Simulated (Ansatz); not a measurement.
# Carbon on nitrogen sites of a random wurtzite AlN–GaN alloy with 75 % Ga: site energy and Al neighbours in LDA

An impurity larger than the atom it replaces is usually expected to take the roomiest site. Carbon is slightly larger than nitrogen, so in an AlN–GaN alloy the rule sends it to the N sites with the longest bonds. The question matters for devices because carbon is a common residual impurity in nitride layers and acts there as an acceptor.

We compare six N sites of one hand-built random cell, each replaced by C in turn and relaxed in LDA with the cell neutral and its lattice fixed. Energies are per C atom and are measured from the lowest of the six, site 30; a positive value means a less favourable site.

## Computational details

One cell of 72 atoms: wurtzite AlN, 3 x 3 x 2 conventional cells, 27 of 36 Al sites given to Ga at random (x = 0.750), lattice by Vegard's rule (a = 3.17 Å, c = 5.134 Å); not relaxed, displaced by a Gaussian of 0.02 Å. The atoms were relaxed in DFT in the fixed cell. Then one N atom at a time was replaced by C and the atoms were relaxed again, in the neutral cell. Ansatz 0.2.0: Kohn-Sham DFT with LDA, PAW potentials, plane waves to 420 eV, k-points Γ alone, Fermi-Dirac smearing of 0.025 eV and collinear spin in the cells with C, Gaussian smearing of 0.05 eV and no spin polarisation in the cell without C, no spin-orbit coupling. Over all runs behind the table, occupations are smeared by 0.025 to 0.05 eV. Before the change, the relaxed cell without C has a density of 5.43 g/cm³, a pressure of -5.5 GPa and a spacing of 2.41 eV between highest filled and lowest empty level, and its k-points sample 8 Å along the shortest periodic direction. The same in all rows: bonded neighbours of the site before the change: 4.00; bonds in the whole cell after the relaxation (pairs nearer than 1.2 times the sum of covalent radii), less the fewest in the table: 0.00.

Notes on method and selection:

- Starting moments were set by rule and lower magnetic states weren't sought.
- Cells built by rule (random alloys, stacks, cuts and interfaces) are models; they needn't be known phases.
- All rows have the same composition, so no chemical potential enters.
- In spin-polarised runs the search for lower magnetic states was switched off, so they may not be ground states.
- Coordination, neighbours and distances describe the site before the change; the relaxation can make or break bonds.
- The axis was chosen among three site descriptors as the one that ranks the energies best, so a fit on it is flattered.
- Runs that did not converge, have known faults or may not be shown are not listed, and runs on Ansatz's PAW sets soft_1 and soft_2 are kept to separate tables.

Columns:

- bond length (Å): mean distance from the site to its bonded neighbours before the change.
- neighbours: the bonded neighbours.
- atoms in 6 Å: atoms within 6 Å of the site.
- largest move (Å): largest displacement of an atom in the relaxation.
- site energy (eV): free energy of the relaxed cell less that of the lowest site in the table.

Input lines of one member:

```
magnetization:
  spin_polarized: true
kpoints:
  mp_grid: { grid: [1, 1, 1] }
hamiltonian:
  xc: lda
scf:
  occupations: { method: fermi_dirac, width: 0.025 }
  lower_state_search: "off"
relax:
  f_tol: 0.05
  max_steps: 90
```

Command (options for logging and memory left out): `ansatz run input.yaml --threads 4 --backend cpu`

## Data

| member | bond length (Å) | neighbours | atoms in 6 Å | largest move (Å) | site energy (eV) |
| --- | --- | --- | --- | --- | --- |
| site 36 | 1.924 | Al3Ga | 82 | 0.04 | 0.879 |
| site 18 | 1.928 | Al2Ga2 | 78 | 0.05 | 0.586 |
| site 4 | 1.931 | Al2Ga2 | 79 | 0.06 | 0.583 |
| site 32 | 1.936 | AlGa3 | 81 | 0.05 | 0.318 |
| site 66 | 1.940 | Ga4 | 77 | 0.04 | 0.045 |
| site 30 | 1.945 | Ga4 | 80 | 0.04 | 0.000 |

## Reading the trend

The site energy falls from 0.879 to 0.000 eV as the mean bond length grows from 1.924 to 1.945 Å, so the size rule gets the order right. Bond length alone doesn't account for the size of the steps, however. Across the whole table the energy falls by 0.879 / 0.021 = 41.9 eV/Å. Between the two sites with four Ga neighbours it falls by only 0.045 / 0.005 = 9 eV/Å, and between the two Al2Ga2 sites by about 1 eV/Å. Longer bonds mostly go with fewer Al neighbours, and the energy follows the neighbours.

A bond count describes this. We make three assumptions:

1. The energy of a cell is a sum of bond energies.
2. Replacing N by C changes only the four bonds of the site.
3. A bond energy $e$ depends only on the two elements joined, and is more negative for a stronger bond.

A site with $n$ Al and $4-n$ Ga neighbours loses its bonds to N and gains as many to C. The energy of the replacement is therefore, up to a constant common to all sites,

$$E(n) = n\,(e_{\mathrm{AlC}} - e_{\mathrm{AlN}}) + (4-n)\,(e_{\mathrm{GaC}} - e_{\mathrm{GaN}}).$$

Collecting the terms in $n$ leaves two parameters:

$$E(n) = E_0 + n\,w, \qquad w = (e_{\mathrm{AlC}} - e_{\mathrm{AlN}}) - (e_{\mathrm{GaC}} - e_{\mathrm{GaN}}).$$

$E_0$ is the energy of a site with four Ga neighbours, and $w$ is the extra cost of each Al neighbour. Chemistry suggests a positive $w$. Al binds more strongly than Ga to both N and C, but its advantage is greater with N, the more electronegative partner. Carbon therefore gives up more at an Al neighbour than at a Ga neighbour. The site energies fix only the combination $w$, not the four bond energies in it.

## Testing the model

We fix the model on the two ends of the table. Site 30 has no Al neighbour and gives $E_0$ = 0.000 eV. Site 36 has three, which gives $w$ = (0.879 − 0.000) / 3 = 0.293 eV per Al neighbour. The other four sites follow, with each difference taken as table less model:

- **Site 66**, no Al neighbour: 0.000 + 0 × 0.293 = 0.000 eV. The table has 0.045 eV, a difference of +0.045 eV.
- **Site 32**, one Al neighbour: 0.000 + 1 × 0.293 = 0.293 eV. The table has 0.318 eV, a difference of +0.025 eV.
- **Site 4**, two Al neighbours: 0.000 + 2 × 0.293 = 0.586 eV. The table has 0.583 eV, a difference of −0.003 eV.
- **Site 18**, also two Al neighbours: again 0.586 eV, which is the value in the table.

The mean miss is (0.045 + 0.025 + 0.003 + 0.000) / 4 = 0.018 eV. The same four energies scatter about their own mean by 0.20 eV on average, so the count of Al neighbours carries nearly all of the variation.

A straight line in bond length through the same two end sites does less well. For site 18 it gives (1.945 − 1.928) × 41.9 = 0.71 eV against 0.586 eV, and for site 66 it gives (1.945 − 1.940) × 41.9 = 0.21 eV against 0.045 eV. Its mean miss over the four sites is about 0.09 eV, even though bond length was chosen as the axis because it ranks these energies best.

## Members off the line

The largest departure is that of site 66, which lies 0.045 eV above site 30 although both have four Ga neighbours. The model must give such a pair the same energy, so the assumption that only the four bonds of the site matter fails here at the level of a few hundredths of an eV. More distant cations and local strain are possible causes. The shorter bonds of site 66 have the right sign for a small size effect. Sampling at Γ alone could also contribute.

The +0.025 eV of site 32 comes largely from the choice of reference site. If site 66 replaces site 30 in fixing the model, $w$ becomes (0.879 − 0.045) / 3 = 0.278 eV, and site 32 is put at 0.045 + 0.278 = 0.323 eV, only 0.005 eV above the table. We therefore attach no separate cause to it.

Spin doesn't distinguish the sites, since every cell with C holds one unpaired electron.

## Rules of thumb and their limits

For neutral carbon in this cell, each Al neighbour in place of Ga raises the site energy by about 0.29 eV, over the range from none to three Al neighbours. The bond count suggests why carbon prefers Ga-rich surroundings: exchanging bonds to N for bonds to C costs less at a Ga neighbour than at an Al neighbour. Room appears to be a minor factor, though bond length and Al count vary together here and can't be fully separated. The evidence is six sites of a single random arrangement.

One omitted effect is charge. In n-type material carbon on a nitrogen site takes up an electron, which lowers its formation energy by the distance from the acceptor level up to the Fermi level. If the acceptor level were the same at every site, this would favour carbon everywhere alike and leave the order unchanged. The level may depend on the neighbours, however, so the step per Al neighbour could differ for charged carbon. Another limit is LDA itself, which tends to spread out the hole that neutral carbon leaves and may alter the step as well.

[Logs are printed without paths, hosts, clocks, repeated set-up lines and the standing remarks that a program may print on its own settings, such as how far it seeks lower states.]
